**Slopes of 2p and 3d levels with nuclear charge, Sc to Kr**

The table holds orbital energies, <1/r>, their slopes with nuclear charge (forward step of 0.1 at fixed configuration) and dE/dZ for the neutral atoms Sc to Kr, from configuration-averaged Dirac-Coulomb Hartree-Fock. The program checks the Hellmann-Feynman theorem for the total energy and compares three models of the level slopes: the bare term −<1/r>, a fixed fraction of it, and the bare term plus a response counted electron by electron (1/n² hartree per outer electron, and for 3d half of dF0/dZ per 3d partner) with one fitted constant per level. The total obeys the theorem within 0.07 eV once the forward step is allowed for, while the level slopes are only 0.39 to 0.64 of the bare term. Counting fits 2p1/2 better than a fixed fraction (rms 1.26 against 3.49 eV), but not 3d3/2 (1.65 against 1.39 eV). The output also splits the irregularities at Cr and Cu and the change after Zn into bare and response parts.

Neutral atoms Sc to Kr, computed with B-spline radial code 1 at the basis-set limit: Dirac-Coulomb Hartree-Fock, averaged over the nl configuration, with a Fermi nucleus (skin thickness 2.3 fm) and no Breit or QED terms. Slopes are forward differences for a nuclear charge raised by 0.1 e at fixed electron number, configuration and nuclear radius.

## Analysis program

```python
# Table: Dirac-Coulomb Hartree-Fock (B-spline radial code, nl average, Fermi nucleus), neutral Sc to Kr:
# levels, slopes with nuclear charge (forward step 0.1), <1/r>, dE/dZ and V_ne/Z.
# Tested: slope = -<1/r>; slope = -k<1/r>; slope = -<1/r> + response counted as 1/n^2 per outer electron.
T = {
    'ion': ['Sc', 'Ti', 'V', 'Cr', 'Mn', 'Fe', 'Co', 'Ni', 'Cu', 'Zn', 'Ga', 'Ge', 'As', 'Se', 'Br', 'Kr'],
    'Z': [21, 22, 23, 24, 25, 26, 27, 28, 29, 30, 31, 32, 33, 34, 35, 36],
    'configuration': ['[Ar] 3d1 4s2', '[Ar] 3d2 4s2', '[Ar] 3d3 4s2', '[Ar] 3d5 4s1', '[Ar] 3d5 4s2', '[Ar] 3d6 4s2', '[Ar] 3d7 4s2', '[Ar] 3d8 4s2', '[Ar] 3d10 4s1', '[Ar] 3d10 4s2', '[Ar] 3d10 4s2 4p1', '[Ar] 3d10 4s2 4p2', '[Ar] 3d10 4s2 4p3', '[Ar] 3d10 4s2 4p4', '[Ar] 3d10 4s2 4p5', '[Ar] 3d10 4s2 4p6'],
    'e_2p12': [-430.025, -489.158, -551.385, -611.616, -685.634, -757.81, -833.427, -912.534, -988.322, -1081.39, -1182.08, -1288.05, -1399.37, -1516.02, -1638.01, -1765.33],  # eV
    'e_3d32': [-9.14488, -10.8237, -12.3147, -8.65415, -15.0025, -16.2576, -17.4742, -18.6619, -13.276, -20.9772, -32.0248, -44.0485, -57.1417, -71.3034, -86.5241, -102.795],  # eV
    'slope_2p12': [-69.47, -73.03, -76.78, -77.51, -84.55, -88.5, -92.5, -96.53, -97.95, -104.7, -110.8, -117.0, -123.2, -129.3, -135.5, -141.6],  # eV
    'slope_3d32': [-12.94, -13.2, -13.62, -12.08, -14.57, -15.06, -15.56, -16.05, -14.72, -17.04, -18.75, -20.7, -22.6, -24.47, -26.3, -28.09],  # eV
    'inv_r_2p12': [4.243, 4.499, 4.7555, 5.0132, 5.2708, 5.5297, 5.7896, 6.0507, 6.3134, 6.5765, 6.8411, 7.1073, 7.3752, 7.645, 7.9167, 8.1903],  # 1/bohr
    'inv_r_3d32': [0.79401, 0.89261, 0.98213, 0.98804, 1.148, 1.2272, 1.3048, 1.3813, 1.393, 1.5319, 1.6665, 1.7957, 1.9211, 2.0437, 2.1642, 2.2832],  # 1/bohr
    'slope_total': [-2360.0, -2518.7, -2681.6, -2853.3, -3020.1, -3195.7, -3375.4, -3559.4, -3753.7, -3940.1, -4127.0, -4316.8, -4509.5, -4705.2, -4903.9, -5105.7],  # eV
    'vne_over_z': [-2352.7, -2511.2, -2674.0, -2845.3, -3012.1, -3187.5, -3367.1, -3550.8, -3744.8, -3931.2, -4117.9, -4307.7, -4500.3, -4695.9, -4894.4, -5096.1],  # eV
}
import re
import numpy as np
from scipy.constants import physical_constants as pc
from scipy.integrate import cumulative_trapezoid as ct
H = pc['Hartree energy in eV'][0]
A = lambda k: np.array(T[k], float)
el = list(T['ion']); Z = A('Z'); ix = el.index
occ = lambda s: np.array([sum(int(m) for m in re.findall(s + r'(\d+)', c)) for c in T['configuration']], float)
nd, ns, n4p = occ('3d'), occ('4s'), occ('4p')
# same calculation: electron-nucleus energy (hartree) at Z+0.1; <1/r> of As 2p1/2, 3d3/2 at Z = 33.1
vf = -np.array([1835.653, 2051.661, 2282.969, 2534.077, 2793.205, 3073.046, 3369.993, 3684.525, 4023.693,
                4368.275, 4727.12, 5103.149, 5496.686, 5908.114, 6337.825, 6786.213])
asf = {'2p12': 7.40213, '3d32': 1.933513}
def half_f0(n):  # half of dF0/dZ, two nodeless hydrogenic orbitals, eV
    r = np.linspace(1e-6, 150, 60001); p = r**(2*n)*np.exp(-2*r/n); p /= ct(p, r)[-1]
    return H*ct(p*ct(p, r, initial=0)/r, r)[-1]
rms = lambda x: np.sqrt(np.mean(x**2))
worst = lambda x: f"worst {el[np.argmax(abs(x))]} {x[np.argmax(abs(x))]:+.2f}"
v0, v1, dE = A('vne_over_z'), vf/(Z + 0.1)*H, A('slope_total')
trap = dE - (v0 + v1)/2; con = -(v1 - v0)/0.1; ctot = H*(4 + (8 + nd)/9 + (ns + n4p)/16)
print(f"dE/dZ - V_ne/Z: {(dE-v0).max():.1f} to {(dE-v0).min():.1f} eV; with V_ne/Z averaged over both ends, largest gap {abs(trap).max():.2f} eV")
print("rounding: dE/dZ, V_ne/Z 0.05 eV; level slopes 0.005-0.05 eV; total contraction C 0.5 eV")
print(f"counting (eV per electron): n=3 outer {H/9:.2f}, n=4 outer {H/16:.2f}, 3d-3d partner {half_f0(3):.2f}; seven n=2 partners, crude {7*half_f0(2):.0f}")
cnt = {'2p12': H*((8 + nd)/9 + (ns + n4p)/16), '3d32': half_f0(3)*(nd - 1) + H*(ns + n4p)/16}
S, B, R, D, K = {}, {}, {}, {}, {}
for o in cnt:
    S[o] = A('slope_' + o); B[o] = H*A('inv_r_' + o); R[o] = S[o] + B[o]
    K[o] = np.mean(R[o] - cnt[o]); D[o] = R[o] - cnt[o] - K[o]
a, b = '2p12', '3d32'; nm = {a: '2p1/2', b: '3d3/2'}
print("eV: atom | 2p <1/r>, response, counting misfit | 3d the same | C=-d(V_ne/Z)/dZ, C - 2p response")
for i, e in enumerate(el):
    print(f"{e:2s} | {B[a][i]:6.1f} {R[a][i]:5.1f} {D[a][i]:+5.1f} | {B[b][i]:5.1f} {R[b][i]:5.1f} {D[b][i]:+5.1f} | {con[i]:5.1f} {con[i]-R[a][i]:5.1f}")
print(f"C against sum of N/n^2 (no fit): C larger by {100*(con/ctot-1).min():.1f} to {100*(con/ctot-1).max():.1f} %")
fr = {}; m = ns == 2
for o in cnt:
    q = -S[o]/B[o]; k = -S[o] @ B[o]/(B[o] @ B[o]); fr[o] = S[o] + k*B[o]
    print(f"{nm[o]} bare: rms misfit {rms(R[o]):.1f} eV; slope/bare {q.min():.3f} ({el[q.argmin()]}) to {q.max():.3f} ({el[q.argmax()]})")
    print(f"{nm[o]} fixed fraction k={k:.3f}: rms {rms(fr[o]):.2f} eV, {worst(fr[o])}")
    print(f"{nm[o]} counting, constant {K[o]:.1f} eV: rms {rms(D[o]):.2f} eV, {worst(D[o])}")
    X = np.c_[np.ones(len(Z)), nd, n4p]; c = np.linalg.lstsq(X[m], R[o][m], rcond=None)[0]; r = R[o] - X @ c
    print(f"{nm[o]} free fit, 4s2 rows: {c[1]:.2f} eV per 3d, {c[2]:.2f} per 4p, rms {rms(r[m]):.2f}; 4s1 rows Cr {r[ix('Cr')]:+.2f}, Cu {r[ix('Cu')]:+.2f}")
for x, y in (('Sc', 'Zn'), ('Zn', 'Kr')):
    i, j = ix(x), ix(y); st = lambda u: (u[j] - u[i])/(j - i)
    print(f"{x}-{y} eV per step: 3d <1/r> {st(B[b]):.2f}, response {st(R[b]):.2f}, slope {st(S[b]):.2f}; 2p {st(B[a]):.2f}, {st(R[a]):.2f}, {st(S[a]):.2f}")
for x in ('Cr', 'Cu'):
    i = ix(x); dv = lambda u: u[i] - (u[i-1] + u[i+1])/2
    print(f"{x} minus neighbour mean (slope, -<1/r>, response): 2p {dv(S[a]):+.2f} {-dv(B[a]):+.2f} {dv(R[a]):+.2f}; 3d {dv(S[b]):+.2f} {-dv(B[b]):+.2f} {dv(R[b]):+.2f} eV")
    print(f"{x}: 3d level {dv(A('e_3d32')):+.2f}, C {dv(con):+.1f}; response minus {el[i+1]}: 2p {R[a][i]-R[a][i+1]:+.2f}, 3d {R[b][i]-R[b][i+1]:+.2f} (counting {-H/16:.2f}) eV")
dr = {o: (asf[o] - A('inv_r_' + o)[ix('As')])/0.1 for o in cnt}
print(f"As d<1/r>/dZ (1/bohr): 2p {dr[a]:.3f} (1/n^2 0.250), 3d {dr[b]:.3f} (0.111); step bias of bare term {0.05*H*dr[a]:.2f}, {0.05*H*dr[b]:.2f} eV")
print("next atom: level change, mean slope of the two rows, gap (eV)")
for x in ('Sc', 'Fe', 'Co', 'Ga', 'As', 'Br'):
    i = ix(x); s = f"{x}-{el[i+1]}:"
    for o in cnt:
        d = A('e_' + o)[i+1] - A('e_' + o)[i]; w = (S[o][i] + S[o][i+1])/2
        s += f"  {nm[o]} {d:.2f} {w:.2f} {d-w:+.1f}"
    print(s)
assert abs(trap).max() < 0.15
assert all(((-S[o]/B[o] > 0.35) & (-S[o]/B[o] < 0.70)).all() for o in cnt)
assert rms(D[a]) < rms(fr[a])
assert 0.25 < dr[a] < 0.30 and 0.11 < dr[b] < 0.14
```

Output:

```
dE/dZ - V_ne/Z: -7.3 to -9.6 eV; with V_ne/Z averaged over both ends, largest gap 0.07 eV
rounding: dE/dZ, V_ne/Z 0.05 eV; level slopes 0.005-0.05 eV; total contraction C 0.5 eV
counting (eV per electron): n=3 outer 3.02, n=4 outer 1.70, 3d-3d partner 1.17; seven n=2 partners, crude 17
eV: atom | 2p <1/r>, response, counting misfit | 3d the same | C=-d(V_ne/Z)/dZ, C - 2p response
Sc |  115.5  46.0  -0.3 |  21.6   8.7  -4.1 | 146.3 100.3
Ti |  122.4  49.4  +0.1 |  24.3  11.1  -2.8 | 149.8 100.4
V  |  129.4  52.6  +0.3 |  26.7  13.1  -2.0 | 153.0 100.3
Cr |  136.4  58.9  +2.2 |  26.9  14.8  -0.9 | 159.3 100.4
Mn |  143.4  58.9  +0.5 |  31.2  16.7  -0.7 | 160.7 101.8
Fe |  150.5  62.0  +0.6 |  33.4  18.3  -0.2 | 164.0 102.0
Co |  157.5  65.0  +0.6 |  35.5  19.9  +0.2 | 167.4 102.4
Ni |  164.6  68.1  +0.7 |  37.6  21.5  +0.6 | 172.1 104.0
Cu |  171.8  73.8  +2.1 |  37.9  23.2  +1.6 | 177.5 103.7
Zn |  179.0  74.3  +0.8 |  41.7  24.6  +1.4 | 178.6 104.4
Ga |  186.2  75.4  +0.2 |  45.3  26.6  +1.6 | 181.6 106.3
Ge |  193.4  76.4  -0.5 |  48.9  28.2  +1.5 | 182.7 106.3
As |  200.7  77.5  -1.1 |  52.3  29.7  +1.3 | 185.1 107.6
Se |  208.0  78.7  -1.6 |  55.6  31.1  +1.1 | 187.0 108.3
Br |  215.4  79.9  -2.1 |  58.9  32.6  +0.8 | 190.2 110.3
Kr |  222.9  81.3  -2.4 |  62.1  34.0  +0.6 | 192.0 110.7
C against sum of N/n^2 (no fit): C larger by 4.9 to 8.6 %
2p1/2 bare: rms misfit 68.3 eV; slope/bare 0.568 (Cr) to 0.635 (Kr)
2p1/2 fixed fraction k=0.603: rms 3.49 eV, worst Kr -7.24
2p1/2 counting, constant 15.7 eV: rms 1.26 eV, worst Kr -2.43
2p1/2 free fit, 4s2 rows: 3.11 eV per 3d, 1.13 per 4p, rms 0.14; 4s1 rows Cr +0.18, Cu -0.43
3d3/2 bare: rms misfit 23.4 eV; slope/bare 0.388 (Cu) to 0.599 (Sc)
3d3/2 fixed fraction k=0.441: rms 1.39 eV, worst Sc -3.41
3d3/2 counting, constant 9.3 eV: rms 1.65 eV, worst Sc -4.06
3d3/2 free fit, 4s2 rows: 1.76 eV per 3d, 1.50 per 4p, rms 0.26; 4s1 rows Cr -1.51, Cu -1.93
Sc-Zn eV per step: 3d <1/r> 2.23, response 1.78, slope -0.46; 2p 7.06, 3.14, -3.91
Zn-Kr eV per step: 3d <1/r> 3.41, response 1.57, slope -1.84; 2p 7.32, 1.17, -6.15
Cr minus neighbour mean (slope, -<1/r>, response): 2p +3.15 -0.00 +3.16; 3d +2.01 +2.10 -0.08 eV
Cr: 3d level +5.00, C +2.5; response minus Mn: 2p +0.03, 3d -1.86 (counting -1.70) eV
Cu minus neighbour mean (slope, -<1/r>, response): 2p +2.67 +0.01 +2.66; 3d +1.83 +1.73 +0.09 eV
Cu: 3d level +6.54, C +2.2; response minus Zn: 2p -0.41, 3d -1.46 (counting -1.70) eV
As d<1/r>/dZ (1/bohr): 2p 0.269 (1/n^2 0.250), 3d 0.124 (0.111); step bias of bare term 0.37, 0.17 eV
next atom: level change, mean slope of the two rows, gap (eV)
Sc-Ti:  2p1/2 -59.13 -71.25 +12.1  3d3/2 -1.68 -13.07 +11.4
Fe-Co:  2p1/2 -75.62 -90.50 +14.9  3d3/2 -1.22 -15.31 +14.1
Co-Ni:  2p1/2 -79.11 -94.52 +15.4  3d3/2 -1.19 -15.80 +14.6
Ga-Ge:  2p1/2 -105.97 -113.90 +7.9  3d3/2 -12.02 -19.73 +7.7
As-Se:  2p1/2 -116.65 -126.25 +9.6  3d3/2 -14.16 -23.54 +9.4
Br-Kr:  2p1/2 -127.32 -138.55 +11.2  3d3/2 -16.27 -27.20 +10.9
```
